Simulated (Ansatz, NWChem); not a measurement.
# Errors in the dipole moment

8 molecules of light elements (H to F); the dipole moment in D, computed less measured. Shapes, held fixed at every level: PBE0-D4/def2-TZVP. No vibrational averaging. Dipoles are compared by magnitude; molecules under 1 D, whose direction can flip, are left out. Programs: Ansatz 0.2.0, NWChem 7.3.0. A level may come from different programs for different species; with the same settings they agree closely. Measured values: NIST CCCBDB.

Levels: A = HF/def2-SVP; B = PBE0/def2-SVP; C = B3LYP-D4/def2-TZVPP.

```json
{"molecule": "H2O (water)", "measured": "1.85", "A": "+0.28", "B": "+0.15", "C": "+0.09"}
{"molecule": "C2H2O (SMILES C=C=O)", "measured": "1.42", "A": "+0.26", "B": "-0.07", "C": "+0.03"}
{"molecule": "CH2F2 (difluoromethane)", "measured": "1.97", "A": "+0.30", "B": "-0.11", "C": "-0.10"}
{"molecule": "C2H2F2 (vinylidene fluoride)", "measured": "1.38", "A": "+0.08", "B": "-0.31", "C": "-0.21"}
{"molecule": "CH4O (SMILES CO)", "measured": "1.70", "A": "+0.18", "B": "-0.03", "C": "-0.06"}
{"molecule": "CH5N (methylamine)", "measured": "1.31", "A": "+0.13", "B": "+0.03", "C": "-0.01"}
{"molecule": "C3H3NO (oxazole)", "measured": "1.50", "A": "+0.02", "B": "+0.05", "C": "+0.06"}
{"molecule": "C4H5N (pyrrole)", "measured": "1.84", "A": "+0.18", "B": "+0.19", "C": "+0.07"}
```

Sum up the errors.


```tsv
level	kind	mean error	mean absolute error	worst case
HF/def2-SVP	Hartree–Fock	+0.179	0.179	CH2F2
PBE0/def2-SVP	global hybrid	-0.012	0.117	C2H2F2
B3LYP-D4/def2-TZVPP	global hybrid	-0.016	0.079	C2H2F2
```

On this set B3LYP-D4/def2-TZVPP has the smallest mean absolute error and HF/def2-SVP the largest. HF/def2-SVP is too high in 8 of 8. The levels differ in basis as well as in method. The tabulated value of C4H5N is in doubt (older tables, estimates, or at odds with other calculations) and kept here. Over the 7 molecules whose values aren't doubted the mean absolute errors are A 0.179; B 0.107; C 0.080. The set is small.

Hartree–Fock exaggerates the polarity throughout, as expected when correlation is missing: the mean-field density is too ionic, and correlation usually shifts charge back from the electronegative atom. PBE0 in the same basis gives a smaller dipole for six of the molecules. Oxazole and pyrrole break the pattern with marginally larger values. In pyrrole, π donation from nitrogen into the ring sets the direction of the dipole, so a more delocalised density need not reduce it.

The near-zero mean errors of the two hybrids reflect cancellation rather than uniform accuracy. Both overestimate water and underestimate the two fluorides, most of all vinylidene fluoride, at -0.31 and -0.21 D. There, π back-donation from fluorine opposes the σ polarity of the C–F bonds, and the hybrids probably overstate this delocalisation somewhat. Hartree–Fock's small error for oxazole likewise probably owes something to compensating errors, and is no sign of a better density.
